\section*{Equal-coupling Jahn--Teller problems with SO($N$) symmetry: the F$^+$ centre in CaO}

\subsection*{Result}

Let a real $N$-fold electronic term couple linearly to all $(N-1)(N+2)/2$ traceless symmetric modes, with one frequency $\omega$ and one coupling constant $k$. With dimensionless coordinates $q_a=Q_a/\ell$, $\ell=\sqrt{\hbar/m\omega}$, for modes of mass $m$,
\begin{equation}
\frac{H}{\hbar\omega}=\frac12\sum_a\left(-\partial_a^2+q_a^2\right)+kM,\qquad M=\sum_a q_aV_a,\qquad \operatorname{tr}V_aV_b=c\,\delta_{ab},\qquad c=\frac{N}{N-1}.
\label{eq:H}
\end{equation}
The $V_a$ are real, symmetric and traceless, and $c$ is chosen so that $E_{\rm JT}=k^2\hbar\omega/2$ for every $N$. Then $H$ is invariant under SO($N$), the minima of the lowest adiabatic sheet form the projective space RP$^{N-1}$, and for $k^2\gg1$ the levels without transverse vibrational quanta are
\begin{equation}
\frac{E_L}{\hbar\omega}=-\frac{k^2}{2}+\frac{N(N-1)}{4}+\frac{(N-1)\,L(L+N-2)}{4Nk^2}+O(k^{-4}),\qquad L=1,3,5,\dots
\label{eq:main}
\end{equation}
No $L$-independent term of order $k^{-2}$ occurs. The ground level $L=1$ is $N$-fold, and in it the Ham reduction factor tends to $2/(N+2)$ for traceless symmetric electronic operators and to zero for antisymmetric ones.

\begin{center}
\begin{tabular}{cccccc}
$N$ & problem & modes & degeneracy of $L=3$ & $k^2(E_3-E_1)/\hbar\omega$ & Ham factor\\ \hline
2 & $E\otimes e$ & 2 & 2 & 1 & 1/2\\
3 & $T\otimes(e+t_2)$, $T\otimes h$ & 5 & 7 & 5/3 & 2/5\\
4 & $G\otimes(g+h)$ & 9 & 16 & 9/4 & 1/3\\
5 & $H\otimes(g+2h)$ & 14 & 30 & 14/5 & 2/7
\end{tabular}
\end{center}

In $E\otimes e$ and icosahedral $T\otimes h$ the point group itself enforces equal coupling at linear order. In cubic $T\otimes(e+t_2)$, which at equal coupling is written $T\otimes d$ (O'Brien 1969, 1971), and for $N=4$ and $5$, equal frequencies and equal couplings are extra conditions. For $N=5$ the two $h$ modes must couple through two mutually orthogonal sets of matrices.

\subsection*{Problem}

The F$^+$ centre in CaO is an oxygen vacancy holding one electron, surrounded by an octahedron of six Ca ions. The ground state is $s$-like ($A_{1g}$). The excited state is $p$-like ($T_{1u}$) and couples to $e_g$ and $t_{2g}$ distortions with nearly equal strength. Model it by Eq.~\eqref{eq:H} with $N=3$ and these data:
\begin{itemize}
\item mode quantum $\hbar\omega=311$ cm$^{-1}$, assumed equal to the bulk TO frequency (compiled value, Roshan 2021);
\item $k^2=6$, that is $E_{\rm JT}=3\hbar\omega$, assumed, and chosen to be of the size typical for this centre;
\item mode mass $m=40.08$ u, assumed equal to the atomic mass of Ca;
\item for part (e) only, an assumed imbalance $W=E_{\rm JT}(e)-E_{\rm JT}(t_2)=0.1\,E_{\rm JT}$.
\end{itemize}
In the basis $x,y,z$ the matrices are $V_\theta=\operatorname{diag}(\frac12,\frac12,-1)$, $V_\epsilon=\frac{\sqrt3}{2}\operatorname{diag}(-1,1,0)$, $V_{yz}=-\frac{\sqrt3}{2}(|y\rangle\langle z|+|z\rangle\langle y|)$ and the two cyclic partners of $V_{yz}$.

Find (a) the trough, (b) the pseudorotational levels, (c) the next two orders in $1/k^2$, (d) a test of the series on the ground level, (e) the Ham factors and the effect of the imbalance.

\subsection*{Proof of the general result}

Energies in this section are in units of $\hbar\omega$.

\emph{Symmetry.} Under a rotation $\mathcal R$ in SO($N$), let the electronic vector go to $\mathcal R\psi$ and $M$ to $\mathcal RM\mathcal R^{T}$. The $V_a$ span all traceless symmetric matrices and $\sum_aq_a^2=\operatorname{tr}M^2/c$, so this is an orthogonal map of the $q_a$ that leaves both parts of $H$ unchanged. It needs the complete set of modes with a common $\omega$ and $k$.

\emph{Trough.} Completeness of the $V_a$ reads
\begin{equation}
\sum_a(V_a)_{ij}(V_a)_{kl}=c\left[\tfrac12(\delta_{ik}\delta_{jl}+\delta_{il}\delta_{jk})-\tfrac1N\delta_{ij}\delta_{kl}\right].
\label{eq:complete}
\end{equation}
For a real unit electronic vector $\mathbf n$ the energy $\frac12q^2+k\sum_aq_a\,\mathbf n^TV_a\mathbf n$ is least at $q_a=-k\,\mathbf n^TV_a\mathbf n$. There $q^2=k^2c(1-1/N)=k^2$ and the energy is $-k^2/2$, whatever $\mathbf n$ is. The distortion is $M=-kc(\mathbf n\mathbf n^T-1/N)$, with one eigenvalue $-k$ and $N-1$ eigenvalues $k/(N-1)$, so the upper sheets lie $ck^2$ higher. The vectors $\mathbf n$ and $-\mathbf n$ give the same $q$, and the trough is the sphere $S^{N-1}$ with antipodes identified.

\emph{Metric.} With $\mathbf n\cdot d\mathbf n=0$, Eq.~\eqref{eq:complete} gives $\sum_adq_a^2=4k^2\sum_a(\mathbf n^TV_a\,d\mathbf n)^2=2ck^2|d\mathbf n|^2$. The trough is locally a sphere of squared radius $2ck^2$. A harmonic polynomial of degree $L$ restricted to the unit sphere $S^{N-1}$ has Laplacian eigenvalue $-L(L+N-2)$. The kinetic energy is therefore $L(L+N-2)/(4ck^2)$, the third term of Eq.~\eqref{eq:main}.

\emph{Odd harmonics.} The vibronic function on the trough is $\Psi=f(\mathbf n)\,\mathbf n$. A path from $\mathbf n$ to $-\mathbf n$ is a closed loop in $q$, along which the real electronic vector changes sign. Since $\Psi$ is single-valued in $q$, $f(-\mathbf n)=-f(\mathbf n)$ and $L$ is odd. The degeneracy is $\binom{N+L-1}{L}-\binom{N+L-3}{L-2}$, the second term being absent for $L=1$. For $N=2$ the level is $j^2/2k^2$ with $j=L/2$ half-odd.

\emph{Transverse motion and the constant.} Use as coordinates the eigenvalues $\lambda_i$ of $M$, with $\lambda_1$ the lowest, and the orientation of its axes. A rotation by $d\vartheta$ in the $ij$ plane gives $dq^2=2(\lambda_i-\lambda_j)^2d\vartheta^2/c$, and the volume weight is $\Delta=\prod_{i<j}|\lambda_i-\lambda_j|$. Hence
\begin{equation}
T=-\frac{c}{2\Delta}\sum_i\partial_{\lambda_i}\Delta\,\partial_{\lambda_i}+\frac c4\sum_{i<j}\frac{(L_{ij}-l_{ij})^2}{(\lambda_i-\lambda_j)^2},
\label{eq:T}
\end{equation}
acting on the plane $\sum_i\lambda_i=0$, where $L_{ij}$ and $l_{ij}$ are the body-frame components of the total and electronic generators. The lowest sheet, $\operatorname{tr}M^2/2c+k\lambda_1$, is exactly a displaced harmonic well in $\lambda_1$ and in the traceless part of the remaining $(N-1)\times(N-1)$ block. These are $N(N-1)/2$ coordinates of frequency $\omega$, with zero-point energy $N(N-1)/4$. In the lowest electronic state $\langle l_{ij}\rangle=0$, $\langle l_{1j}^2\rangle=1$, and the other $l_{ij}$ annihilate the state. The diagonal non-adiabatic correction is thus $+\frac c4\sum_j(\lambda_j-\lambda_1)^{-2}$. The factors of $\Delta$ without $\lambda_1$ form the flat measure of the block and stay. The factors with $\lambda_1$ are absorbed into the wavefunction. Since $\sum_i\partial_i^2\sqrt\Delta/\sqrt\Delta=-\frac12\sum_{i<j}(\lambda_i-\lambda_j)^{-2}$ holds for $\Delta$ and for the weight of the block alike, this adds the potential $-\frac c4\sum_j(\lambda_j-\lambda_1)^{-2}$. The two terms cancel identically, which removes the constant.

The odd rule concerns states whose transverse vibration is invariant under the SO($N-1$) that fixes $\mathbf n$. Transverse quanta can carry angular momentum about $\mathbf n$, and for $N=3$ levels of even $L$ then appear about $\hbar\omega$ higher.

\emph{Ham factors.} The ground states are $\Psi_i=\sqrt N\,n_i\,\mathbf n$. The sphere average $\langle n_in_jn_kn_l\rangle=(\delta_{ij}\delta_{kl}+\delta_{ik}\delta_{jl}+\delta_{il}\delta_{jk})/[N(N+2)]$ gives $\langle\Psi_i|V|\Psi_j\rangle=2V_{ij}/(N+2)$ for traceless symmetric $V$. For antisymmetric $A$, $\mathbf n^TA\mathbf n=0$.

\subsection*{Solution}

\paragraph{(a) Trough.} The quantum is $\hbar\omega=311$ cm$^{-1}=38.56$ meV, the oscillator length is $\ell=\sqrt{\hbar/m\omega}=0.0520$ \AA, and $k=2.449$. Then
\begin{equation}
E_{\rm JT}=933\ {\rm cm^{-1}}=115.7\ {\rm meV},\qquad \rho=k\ell=0.127\ \text{\AA},\qquad \frac{k\hbar\omega}{\ell}=1.82\ \text{eV/\AA},
\end{equation}
where $\rho$ is the distance of the trough from the cubic point and the last quantity is the linear vibronic constant. At $\mathbf n=[001]$ the distortion is pure $Q_\theta=\rho$. If $Q_\theta$ is the normalised radial mode of the octahedron, the two axial Ca ions move by $2\rho/\sqrt{12}=0.074$ \AA\ and the four equatorial ones by $\rho/\sqrt{12}=0.037$ \AA\ in the opposite radial sense. At $\mathbf n=[111]/\sqrt3$ the distortion is pure $t_{2g}$ with the same $\rho$ and energy. The upper sheets lie $\frac32k^2\hbar\omega=2799$ cm$^{-1}$ above the trough.

\paragraph{(b) Pseudorotation.} The moment of inertia and the rotational constant are
\begin{equation}
I=3m\rho^2=1.95\ \text{u\,\AA}^2,\qquad B=\frac{\hbar^2}{2I}=\frac{\hbar\omega}{6k^2}=8.64\ {\rm cm^{-1}}.
\end{equation}
The terms $BL(L+1)$ are 17.3, 103.7 and 259.2 cm$^{-1}$ for $L=1,3,5$, measured from $-E_{\rm JT}+\frac32\hbar\omega$. The leading spacing is $E_3-E_1=10B=86.4$ cm$^{-1}$. In $O_h$ the levels are $L=1\to T_{1u}$ and $L=3\to A_{2u}+T_{1u}+T_{2u}$. Without the sign change the ground level would be an $L=0$ singlet. In the Condon approximation, absorption from the vibrationless $A_{1g}$ state reaches only $L=1$, because that state is a scalar and the dipole a vector of the same SO(3). The $L=3$ level is dark at equal coupling.

\paragraph{(c) Higher orders.} In the principal frame only $q_\theta=u$ and $q_\epsilon=\eta\ge0$ are non-zero. The eigenvalues are $-u$ and $u/2\pm\sqrt3\eta/2$, and $\Delta\propto\eta\,(3u^2-\eta^2)$. After the cancellation, Eq.~\eqref{eq:T} gives on the lowest sheet
\begin{equation}
\frac{H_0}{\hbar\omega}=-\frac{k^2}{2}+\frac12\left[-\partial_u^2+(u-k)^2\right]+\frac12\left[-\frac1\eta\partial_\eta\eta\,\partial_\eta+\frac{L_3^2}{4\eta^2}+\eta^2\right],
\end{equation}
\begin{equation}
\frac{H_1}{\hbar\omega}=\frac12\left(L_1^2+L_2^2\right)g-\left(L_1^2-L_2^2\right)\frac{\sqrt3\,u\eta}{(3u^2-\eta^2)^2},\qquad g=\frac{3u^2+\eta^2}{(3u^2-\eta^2)^2}.
\end{equation}
$H_0$ is a one-dimensional plus a two-dimensional oscillator, the latter with angular quantum number $K/2$, where $K$ is the eigenvalue of $L_3$. Put $u=k+\xi$, $\Lambda=L(L+1)$, and start from the ground state with $K=0$, in which $\langle\xi^2\rangle=\frac12$, $\langle\xi^4\rangle=\frac34$, $\langle\eta^2\rangle=1$, $\langle\eta^4\rangle=2$. Four contributions arise, in units of $\hbar\omega$.

(i) First order. From $g=1/3u^2+\eta^2/3u^4+5\eta^4/27u^6+\dots$,
\begin{equation}
\frac\Lambda2\langle g\rangle=\frac{\Lambda}{6k^2}\left[1+\frac{5}{2k^2}+\frac{355}{36k^4}+\dots\right].
\end{equation}

(ii) Centrifugal stretching. The term $-\Lambda\xi/3k^3$ excites one $u$ quantum, with $|\langle1|\xi|0\rangle|^2=\frac12$, and gives $-\Lambda^2/18k^6$.

(iii) Asymmetric-top mixing. The term $-\eta(L_1^2-L_2^2)/(3\sqrt3k^3)$ leads to $K=\pm2$, one quantum higher. The radial element of $\eta$ is 1 and the squared norm of $(L_1^2-L_2^2)|K{=}0\rangle$ is $\Lambda(\Lambda-2)/2$, which gives $-\Lambda(\Lambda-2)/54k^6$.

(iv) Coupling to the upper sheets. The cross term $-(L_1l_1+L_2l_2)/3k^2$ has squared norm $\Lambda/9k^4$ and denominator $3k^2/2$, which gives $-2\Lambda/27k^6$.

The sum is
\begin{equation}
\frac{E_L}{\hbar\omega}=-\frac{k^2}{2}+\frac32+\frac{\Lambda}{6k^2}+\frac{5\Lambda}{12k^4}+\frac{1}{k^6}\left(\frac{347\Lambda}{216}-\frac{2\Lambda^2}{27}\right)+\dots
\label{eq:series}
\end{equation}
The $k^{-6}$ coefficient is $35/12$ for $L=1$ and $155/18$ for $L=3$. The average in step (i), done for $N=2$, gives the first-correction factor $1+3/2k^2$. For CaO,
\begin{equation}
E_3-E_1=\frac{5\hbar\omega}{3k^2}\left[1+\frac{5}{2k^2}+\frac{41}{12k^4}\right]=(86.4+36.0+8.2)\ {\rm cm^{-1}}=130.6\ {\rm cm^{-1}}.
\end{equation}
The first correction is 42 per cent of the leading term, so Eq.~\eqref{eq:main} alone is only a rough guide at $k^2=6$. The correction arises because zero-point motion samples geometries of smaller inertia. It is not a coupling between sheets, which enters only at order $k^{-6}$. For $L=5$ the spacing from the ground level is 242 cm$^{-1}$ at leading order and 343 cm$^{-1}$ with the first correction. This exceeds $\hbar\omega$, so rotation and vibration no longer separate, and only $L=1$ and $3$ form a pseudorotational ladder.

The series is asymptotic. The lowest sheet ends on the seam of conical intersections $\eta=\sqrt3u$, where $g$ diverges. The seam passes the trough at a distance $\sqrt3k/2=2.12$ oscillator lengths, where the Gaussian factor of the density is $e^{-3k^2/4}=0.011$ of its value on the trough.

\paragraph{(d) Test on the ground level.} The $L=1$ block can be diagonalised directly. Write $u=\beta\cos\gamma$, $\eta=\beta\sin\gamma$. An $L=1$ state is a covariant matrix function of $M$. It is diagonal in the principal frame, with entries $f(\beta,\gamma-2\pi s/3)$, $s=0,1,2$, for a single function $f$ even in $\gamma$. The coupling multiplies $f$ by $-k\beta t$, $t=\cos\gamma$, and the weight $|\sin3\gamma|\,d\gamma$ becomes $|4t^2-1|\,dt$ on $[-1,1]$. The covariants $(\operatorname{tr}M^3)^{p}M^{r}$, $r=0,1,2$, supply one polynomial of each degree $v=3p+r$, so the five-dimensional harmonic of degree $v$ is the monic orthogonal polynomial obeying $P_{v+1}=tP_v-b_vP_{v-1}$. The polynomial $P_{3p}$ is proportional to the Legendre polynomial of degree $p$ in $\cos3\gamma=4t^3-3t$, and multiplication by $\cos3\gamma$ links it only to $P_{3p\pm3}$. This requires $b_{3p-1}+b_{3p}+b_{3p+1}=b_{3p}+b_{3p+1}+b_{3p+2}=\frac34$. Together with $b_0=0$, $b_1=\frac12$ and the Legendre norms it fixes
\begin{equation}
b_{3p}=\frac{p}{2(2p+1)},\qquad b_{3p+1}=\frac{p+1}{2(2p+1)},\qquad b_{3p+2}=\frac14 .
\end{equation}
In the oscillator states $|n,v\rangle$ of energy $2n+v+\frac52$, the off-diagonal elements are $-k\sqrt{(n+v+\frac52)\,b_{v+1}}$ to $|n,v+1\rangle$ and $-k\sqrt{(n+1)\,b_v}$ to $|n+1,v-1\rangle$. The 169 states with $2n+v\le24$ suffice here.

Define $\delta_1=E_1/\hbar\omega+k^2/2-3/2$. At $k^2=16$ the series gives $\delta_1=0.0248$ against a leading term of 0.0208, and the diagonalisation lies above the series value by less than 3 per cent. At $k^2=6$ the series gives $0.0556+0.0231+0.0135=0.0922$, which is 1.66 times the leading term, while the diagonalisation gives 1.9 times the leading term. The error of the three-term series for $E_1$ is thus $0.01\,\hbar\omega$, of the size of its last term. This test does not cover $L=3$. Taking the last retained term, 8.2 cm$^{-1}$, as the measure, the spacing is uncertain by some 10 cm$^{-1}$ and carries two figures: $E_3-E_1\approx1.3\times10^2$ cm$^{-1}$, or 16 meV.

\paragraph{(e) Ham factors and imbalance.} In the strong-coupling limit, tetragonal and trigonal strain splittings of the $L=1$ level are both reduced to $2/5$ of their bare values, while orbital angular momentum and spin--orbit coupling are quenched. At equal coupling the $E$ and $T_2$ factors are equal for any $k$, since both operators are components of one rank-2 tensor of SO(3).

With unequal couplings and a common frequency, minimising over $q$ at fixed $\mathbf n$ uses $\sum_{t_2}(\mathbf n^TV_a\mathbf n)^2=3\sigma$ and $\sum_e(\mathbf n^TV_a\mathbf n)^2=1-3\sigma$, where $\sigma=n_x^2n_y^2+n_y^2n_z^2+n_z^2n_x^2$. The trough floor becomes
\begin{equation}
U(\mathbf n)=-E_{\rm JT}(e)+3W\sigma,
\end{equation}
which rises by $W$ from $[001]$ to $[111]$. Here $W=93.3$ cm$^{-1}$, comparable with the rotational spacing. Sphere averages give $\langle3\sigma\rangle=3/5$ for $L=1$, which stays a triplet. For $L=3$ they give $9/11$ with $n_xn_yn_z$ ($A_{2u}$), $7/11$ with $n_z(n_x^2-n_y^2)$ ($T_{2u}$) and $27/55$ with $n_z(5n_z^2-3)$ ($T_{1u}$). The septet spreads over $\frac{18}{55}W=31$ cm$^{-1}$, with $T_{1u}$ lowest and $A_{2u}$ highest for $W>0$. The element of $3W\sigma$ between the normalised $T_{1u}$ functions of $L=1$ and $L=3$ has magnitude $\frac{4\sqrt{21}}{105}W=16$ cm$^{-1}$. Divided by 130.6 cm$^{-1}$ this is a mixing amplitude of 0.12, so the upper triplet borrows about 1.6 per cent of the zero-phonon intensity. These are leading orders in $k^2$. The imbalance also modulates the transverse zero-point energy along the trough, and that term is smaller by only a factor of order $\hbar\omega/E_{\rm JT}=1/3$.

\paragraph{Standing of the numbers.} They are the model's. The inputs were chosen to reproduce the typical behaviour of the centre, namely near-equal coupling with $E_{\rm JT}$ of about three quanta, and none of the results tests that choice. The real defect couples to a band of lattice modes, for which the single frequency is a stand-in. At leading order the spacing is $5(\hbar\omega)^2/6E_{\rm JT}$, so at fixed $E_{\rm JT}$ a 10 per cent lower effective frequency reduces it by 19 per cent. The features that survive such changes are the vibronic triplet as ground level, the absence of even $L$ from the lowest ladder, and a dark or weakly lit $L=3$ group, near $1.3\times10^2$ cm$^{-1}$ in the model, lying below the first vibrational quantum.